Aluminium, whose stable form is face-centred cubic, is held here in one fixed body-centred cubic cell, so every difference between the energies comes from the k mesh. This mesh is the grid of electron wavevectors over which a periodic calculation averages. A mesh such as 6x6x6 has n = 6 points in each direction. The energies are counted from the run with n = 12. All runs use the same PAW dataset, one made for PBE rather than for PBEsol.

Ansatz 0.2.0 calculations with the PBEsol functional for body-centred cubic Al (one-atom cell, edges 2.756 Å), using PAW potentials, cutoffs of 550 eV for the waves and 2200 eV for the density, cold smearing of 0.1 eV and no spin polarization. The k meshes are unshifted, and the energies are free energies relative to the 12x12x12 mesh.

```
  k mesh  energy less reference (meV/atom)
   3x3x3                            145.66
   4x4x4                            243.76
   6x6x6                            -59.52
   8x8x8                             34.55
10x10x10                            -19.45
```

1. Is the mesh with the lowest energy the best one?

No. The 6x6x6 mesh lies about 60 meV per atom below the reference, yet it describes the same crystal with fewer points. Adding basis functions can only lower a variational energy, but adding k points changes the quality of an average, and a poor average can miss on either side. A negative entry is therefore a sampling error like a positive one. What counts is how far the energy still moves when the mesh is refined.

2. How quickly does the energy settle?

From 4x4x4 to 10x10x10 the distance from the reference shrinks by a factor of about 12.5, while n grows by a factor of 2.5. The cube of 2.5 is about 16, so the overall decay is roughly that of an inverse cube, though the single steps scatter around it. Two end points fix a power only loosely: the reference has an error of its own, and the 4x4x4 value also holds a part that does not follow this law (question 5). The energy also changes sides at each of these steps. The 3x3x3 mesh falls outside the pattern, since it lies closer to the reference than 4x4x4 does.

3. Why does the error fall so slowly, and why does it change sign?

The differences in the summed energies of the occupied bands have the same signs as those in the table and nearly the same sizes, which points to the sampling of filled states as the source of the error. The energy of these states, as a function of wavevector, can be written as a sum of waves, one for each lattice vector of the crystal. A mesh averages most of these waves to zero. A wave whose lattice vector is n times another one, however, has the same value at every mesh point, and the mesh mistakes it for part of the average.

In a metal these misread waves are strong because filling stops abruptly at the Fermi surface, which separates filled from empty states. For free electrons this surface is a sphere of radius k_F. Counted from the Fermi energy, the energy of the filled states rises to zero at this surface and stays there beyond it, which leaves a kink. The kink makes the waves fade only as an inverse cube of the length of the lattice vector, and their sign oscillates with that length. The smearing of 0.1 eV rounds the kink off, but this is expected to matter little for the leading waves on these meshes.

4. Can the size and sign be estimated by hand?

Take free electrons, three per atom, and keep only the eight nearest lattice vectors, of length d. Count the energy of each filled state from the Fermi energy E_F and take the Fourier component of this function over the Fermi sphere. For large x it gives

error ≈ 8 · 18 E_F · sin(x) / x³, with x = k_F d n.

For this cell d is 2.756 Å, k_F is about 1.77 per Å and the free-electron E_F is about 11.9 eV. The prefactor then amounts to 14.84 eV divided by n³, and x grows by 3.099π when n grows by two. That is close to three half-turns, so on the meshes used here the sine changes sign from one even n to the next.

For n = 6 the amplitude is 14.84 eV / 216, or about 69 meV. The angle x is 3 · 3.099π ≈ 9.30π, whose sine is about −0.8, so the error is about −55 meV. The same steps for n = 12 give about +8 meV. The difference, about −63 meV, is close to the computed −60 meV.

Only the lattice and the number of electrons enter, so neither this row nor any other was used to set a constant. The analysis printed after this text evaluates the full expression for one and for ten shells of lattice vectors. For 6x6x6 these give about −67 and −74 meV, so the closeness of the hand result is partly luck. From 6x6x6 on, ten shells reproduce every sign and miss the computed values by at most 14 meV, a figure that belongs to this cut, since the sum is not shown to have settled at ten shells. That is good for the larger swings but coarse for 10x10x10, where the whole difference is only about 19 meV. The estimate ignores the crystal potential, which bends the bands and opens gaps; this is expected to account for part of the miss, but it has not been computed here.

5. Why is 3x3x3 closer to the reference than 4x4x4?

The hand estimate keeps the Fermi level fixed, but a real run must hold three electrons and shifts the level until they fit. On the 3x3x3 mesh it ends up about 1.1 eV below its reference value. Such a shift, up or down, adds a positive energy that grows roughly as its square.

For 3x3x3 the ten-shell sum alone gives −112 meV, which has the wrong sign. The shift, taken from the Fermi levels of the runs and weighted with the smooth free-electron density of states, adds roughly 219 meV and brings the estimate to 107 meV, against a computed 146 meV. This suggests that two large errors partly cancel, so the smaller total is no sign of a better mesh. The correction assumes a smooth density of states, which so few points hardly provide, and the sum depends strongly on how many shells are kept: for 3x3x3 the nearest shell alone gives +424.5 meV. For 4x4x4 the corrected estimate lies 50 meV below the computed value, but the same two weaknesses apply there, so this miss does not show that free electrons give too little on coarse meshes.

6. Which digits can be trusted?

The decimals describe differences between these particular runs, not distances from a perfectly sampled crystal. The energy still drops by 54 meV between 8x8x8 and 10x10x10 and rises by 19 meV on the last step to the reference. The runs carry no error estimate of their own. The makers of the data give up to 40 meV per atom for coarse k meshes, but that figure comes from their tests on other systems. The two coarsest meshes here differ from the reference by more than twice as much, so it cannot serve as a bound for this crystal, even if the reference itself is off by the full 40 meV. The rows are also a selection that leaves out runs which failed or met a known fault of the program, so the table need not show every mesh that was tried. The large positive values at n = 3 and 4 stand far above these late movements and are safe in sign, whereas the entries for 8x8x8 and 10x10x10 could change noticeably against a converged reference.

The free-electron picture puts the reference's own error at some meV, though on most of the other meshes it misses by more than that. By the same inverse-cube law, an amplitude of 1 meV for the nearest lattice vectors alone would need roughly 25 points in each direction. Where energies are needed to a few meV per atom, none of the listed meshes has been shown to be sufficient.

7. What would change with another element?

The number of electrons sets the radius of the Fermi sphere and with it the rhythm of the signs. A body-centred cubic metal with one free electron per atom, such as sodium, would gain about 2.15π for each step of two in n. This is nearly a full turn, so the leading error should keep its sign over several even meshes in a row before it turns. Such a series could look smooth and still be some way from its limit.

An insulator is the opposite limit. Its bands are completely filled or empty, there is no Fermi surface to cut through them, and the sampling error dies away exponentially instead of as an inverse cube. To guess the behaviour of a neighbouring case, ask first whether a Fermi surface exists, and then how far the phase k_F d n advances from one mesh to the next.

Printed output of the fit:

```
Free-electron estimates less the 12 mesh, meV/atom:
       row  computed  nearest shell  ten shells  Fermi-shift term  ten shells plus term
     3x3x3     145.7          424.5      -112.2             219.2                   107
     4x4x4     243.8          155.3       102.3             91.61                 193.9
     6x6x6    -59.52         -67.36      -73.74             1.216                -72.52
     8x8x8     34.55          20.08       32.26             6.741                    39
  10x10x10    -19.45         -22.89      -29.63          0.007497                -29.62
Parts from the outputs less the 12 mesh:
       row  band energy meV  zero-smearing energy meV  Fermi level eV  size times n cubed eV
     3x3x3              161                     148.1          -1.076                  3.933
     4x4x4            256.3                     247.8          0.6957                   15.6
     6x6x6           -56.82                    -58.55         0.08016                  12.86
     8x8x8               39                     35.74          0.1887                  17.69
  10x10x10           -18.09                       -19        0.006294                  19.45
Nearest-shell amplitude times n cubed, eV/atom: 14.84
Nearest-shell amplitude at the 12 mesh, meV/atom: 8.586
Estimated error of the 12 mesh from ten shells, meV/atom: 3.98
Points per direction for a nearest-shell amplitude of 1 meV: 24.57
Nearest-shell phase gained when n grows by two, units of pi: 3.099
The same phase for one electron per atom, units of pi: 2.149
Phase spread over 0.1 eV smearing at the 12 mesh, rad: 0.2457
Energy change from 8 to 10 mesh, meV/atom: -54
Size at 4 mesh over size at 10 mesh: 12.53
Largest miss of ten shells from 6 mesh on, meV/atom: 14.22
```
